Question: My four-component EOM-CCSD run on H2Te gave a complex pair of excitation energies near a crossing, and the EOM-IP roots have small imaginary parts at asymmetric geometries. Doesn't time reversal forbid this? How large can it get?

Answer: Time reversal fixes the pattern of the spectrum, not its reality.

Take no magnetic field, a Kramers-restricted closed-shell reference, and amplitudes with KTK⁻¹ = T. The antiunitary K then commutes with H̄ = exp(−T) H exp(T) and with the projection on the truncated space. From H̄R = ER follows H̄(KR) = E*(KR).

Even N: K² = +1, so a K-invariant basis exists and the matrix is real in it. Roots are real or conjugate pairs, and an isolated nondegenerate root is real.

Odd N (IP, EA): K² = −1. KR = cR would give K²R = |c|²R, so KR is independent of R. Without spatial symmetry an isolated doublet has the block [[p, s], [−s*, p*]], with roots Re p ± i√((Im p)² + |s|²).

Spatial symmetry: in the C2v double group all cation states are E1/2, so H̄ = 1₂ ⊗ M. K acts on the partner index with square −1, hence on the other index with square +1, and M is real. An isolated doublet is real, but two close doublets can still form a quartet (E, E, E*, E*). In Cs the partners lie in two conjugate one-dimensional irreps with blocks M and M*, and nothing forces reality.

Two-state model. Drop the trace and write M = (d + i a)·σ with real vectors d, a, so E = ±√(d² − a² + 2i d·a). All entries are energies. With ρ = |a|/|d| and θ the angle between the vectors, the upper root is

E/|d| = √(1 − ρ² + 2iρ cosθ).

ρ ≪ 1: E ≈ |d|[1 + iρ cosθ − ρ² sin²θ/2].
ρ ≫ 1: E ≈ |d| cosθ + i|a|[1 − sin²θ/(2ρ²)].
The crossover is at ρ = 1. For cosθ = 0 it is an exceptional point, with E ≈ |d|√(2(1 − ρ)) just outside. For small positive cosθ, E = |d|(1 + i)√cosθ at ρ = 1, and the point is rounded off over |1 − ρ| ~ cosθ. In the untruncated space H̄ is similar to H, so all imaginary parts come from truncation.

Neutral H2Te (molecule in the yz plane). M is real: d = (W, 0, δ), a = (0, A, 0), M12 = W + A, M21 = W − A, cosθ = 0. Only the product M12·M21 survives a rescaling of the basis vectors. The low states b1 → σ* are 1,3B1 and 1,3A2, and three cases arise.

(1) B1 against A2 total symmetry. Both become A″ along the asymmetric stretch q, and both couplings vanish at q = 0: M12 = h12 q, M21 = h21 q, E² = δ² + h12 h21 q². If h12 and h21 share their sign, as in the Hermitian limit, the cone stays real.

(2) 1B1 against the B1 component of 3A2, coupled by l_x s_x. W = fζ/2, where f = |⟨a1*|l_x|b2*⟩|. With ζ(Te 5p) ≈ 0.45 eV (approximate) and an assumed f = 1/3, W = 75 meV. W and A both vanish without spin-orbit coupling, so both scale as α² (α the fine-structure constant), and A/W has no crossover in α at leading order. For an assumed A = 2 meV (16 cm⁻¹) the 150 meV minimum gap shrinks by A²/W = 0.05 meV. Complex roots need f < 2A/ζ = 0.009.

(3) Accidental same-symmetry crossing in Cs. With δ = gx and W = hy, the zeros of M12 and M21 are 2A/h apart, and roots are complex inside an ellipse with semi-axes A/g and A/h, a tube around the one-dimensional seam. For typical slopes g = h = 1 eV/Å and A = 2 meV the radius is 0.002 Å. |Im E| peaks at A on the axis, an amplitude e-folding time ħ/A = 0.33 ps. Outside, the gap is the Hermitian one times √(1 − ρ²): 5% low at |d| = 3.2A (0.006 Å), 1% low at 7.1A (0.014 Å). The rms zero-point amplitude √(ħ/2mω) of a Te–H stretch (about 2100 cm⁻¹, 1 u) is u = 0.090 Å, 45 radii. An isotropic Gaussian density of that width centred on the seam has weight 1 − exp(−r²/2u²) = 2.5×10⁻⁴ inside radius r = 0.002 Å. Second-order spin-orbit shifts from a third state an assumed 0.5 eV away are (75 meV)²/0.5 eV = 11 meV. They exceed A and displace the tube by about 0.011 Å, so its position is model-sensitive.

Cation, 2A1 against 2B2, in one Cs block: d = (W, λ, δ), a = (μ, A, 0). Here λ and μ are of spin-orbit origin, and W = hq and A are odd in q. Then d·a = Wμ + λA = ηWλ with η = A/W + μ/λ. The case η = 0 is a mere rescaling of the basis. For ρ ≪ 1,

γ = Im E ≈ ηWλ/√(δ² + W² + λ²),

odd in q, of order α², and opposite in the partner block.
Large δ: γ ≈ (ηWλ/δ)[1 − (W² + λ²)/(2δ²)].
δ = 0, W ≪ λ: γ ≈ ηW[1 − W²/(2λ²)].
δ = 0, W ≫ λ: γ ≈ ηλ[1 − λ²/(2W²)].
Assume η = 0.02, λ = 75 meV, h = 1 eV/Å, q = 0.1 Å, so W = 100 meV. An approximate vertical separation 2δ ≈ 1.4 eV gives |d| = 711 meV and γ = 0.2 meV. Remote states add an imaginary trace of the same form and similar size, so this is an order of magnitude only. The 1/δ law ends near δ = √(W² + λ²) = 125 meV. At δ = 0, γ = 1.2 meV, and it saturates at ηλ = 1.5 meV beyond q = λ/h = 0.075 Å. Exceptional points now need both d² = a² and d·a = 0, so they form lines in the three coordinates rather than a tube wall.

A, η, f and the slopes are assumptions. Your own scan fixes A as the largest |Im E| across the tube.